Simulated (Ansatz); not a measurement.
## Lu: the change of free energy error per atom with smearing width

Results calculated with Ansatz 0.2.0, not measured. Plane-wave density functional theory, scalar-relativistic PAW datasets made under PBE, Gamma-centred meshes; one setting moves on a fixed relaxed cell, energies count from the zero-width extrapolation of the reference run, pressure is Pulay-corrected at fixed cutoff and positive in compression.

Structure of every row (space group P6_3/mmc, No. 194):
```
CELL_PARAMETERS angstrom
3.50480 0.00000 0.00000
-1.75240 3.03530 0.00000
0.00000 0.00000 5.46970
ATOMIC_POSITIONS crystal
Lu 0.33333 0.66667 0.25000
Lu 0.66667 0.33333 0.75000
```

Settings of every row: spin polarised no; functional r2SCAN; wave cutoff 500 eV; k mesh 10x10x6; smearing method gaussian; reference k mesh 10x10x6; reference smearing width 0.1 eV; reference wave cutoff 500 eV; reference smearing method fermi_dirac; swept setting smearing; valence electrons per atom 25.

Atom starting moment: 0 on all atoms.

Limits: settings are moved on purpose, so some rows are far from converged.

| row | smearing width (eV) | free energy error per atom (meV) | zero smearing energy error per atom (meV) | pressure (GPa) |
| --- | --- | --- | --- | --- |
| 1 | 0.01 | 1.84 | 1.94 | -0.42 |
| 2 | 0.03 | 1.23 | 1.81 | -0.34 |
| 3 | 0.1 | -2.99 | 1.35 | -0.22 |
| 4 | 0.2 | ? | ? | ? |
| 5 | 0.3 | -36.28 | -0.79 | 0.06 |

Question: what free energy error per atom should row 4 give?

Worked fit of free energy error per atom. Smearing changes a smooth quantity, to lowest order, with the square of the width, so take w² in eV². The shown rows have w² = 0.0001, 0.0009, 0.01, 0.09. Their means are 0.02525 and -9.05 meV; the sums about the means are S_tt = 0.005651 and S_ty = -2.38, whose ratio is the slope. Least squares give free energy error per atom = 1.584 − 421.15 × w² meV. The rows lie off it by 0.30, 0.03, -0.36, 0.04 (root mean square 0.24 meV). The constant, 1.584 meV, estimates the value at zero width. The withheld row has w² = 0.04, so the fit gives 1.584 − 421.15 × (0.04) = -15.26 meV.

The calculation gave -15.89 meV. The fit lies 0.63 meV (4 % of the value, 1.7 % of the column's range) above it; its largest miss of a shown row is 0.36 meV.

The other values of row 4: zero smearing energy error per atom 1.02 meV; pressure -0.07 GPa.
